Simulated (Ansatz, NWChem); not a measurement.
**Abstraction of F: CF4 + CH7Si2 → CF3 + CH7FSi2**

Gas-phase species: CF4 (tetrafluoromethane) `FC(F)(F)F`, singlet; CH7Si2 `[SiH2]C[SiH3]`, doublet; CF3 (trifluoromethyl radical) `F[C](F)F`, doublet; CH7FSi2 `F[SiH2]C[SiH3]`, singlet. A radical takes F: the energy is the difference in strength between the C–F bond broken and the Si–F bond made.

Shapes, held fixed at every level: PBE0-D4/def2-TZVP. Flexible molecules stand in one conformer, not always the lowest. Programs: Ansatz 0.2.0, NWChem 7.3.0. Electronic energies: no zero-point or thermal term.

```tsv
level	kind	ΔE (kJ/mol)	less CCSD(T)/CBS estimate
HF/def2-SVP	Hartree–Fock	-80.4	+24.6
PBE-D4/def2-TZVPP	GGA	-90.4	+14.6
PBE0/def2-SVP	global hybrid	-49.6	+55.4
B3LYP-D4/def2-TZVPP	global hybrid	-108.8	-3.8
B2PLYP/def2-TZVPP	double hybrid	-109.5	-4.5
CCSD(T)/def2-TZVPP	coupled cluster or CI	-96.6	+8.4
CCSD/def2-TZVPP	coupled cluster or CI	-99.0	+6.0
CCSD(T)/CBS estimate	coupled cluster or CI	-105.0	0.0
```

The highest level, CCSD(T)/CBS estimate, gives ΔE = -105.0 kJ/mol; the levels span -109.5 to -49.6. The column of differences is taken from that level and isn't an error. No measured value is set beside it here. Open shells run unrestricted. The CBS estimate extrapolates MP2 from def2-TZVPP and def2-QZVPP and adds CCSD(T) − MP2 in the triple-zeta set, cores frozen.

Every level makes fluorine transfer from carbon to silicon exothermic, with -105.0 kJ/mol at the highest level. The Si–F bond formed is therefore stronger than the C–F bond broken, even though the latter belongs to CF4, where geminal fluorines reinforce one another's bonds. Silicon is more electropositive than carbon, so its bond to fluorine has a larger ionic contribution. The longer bond also eases repulsion between the fluorine lone pairs and the neighbouring bonding electrons, and donation from those lone pairs into σ* orbitals at silicon may add to the strength.

The sign is secure across these methods, but the magnitude is not. Perturbative triples change the coupled-cluster result only slightly in the same basis, whereas going to the basis-set limit makes the reaction more exothermic by 8.4 kJ/mol. PBE0/def2-SVP gives by far the weakest driving force, probably in part because its small basis describes the polar Si–F bond poorly. The favourable reaction energy does not imply rapid abstraction, since the barrier to breaking the strong C–F bond may still be substantial.
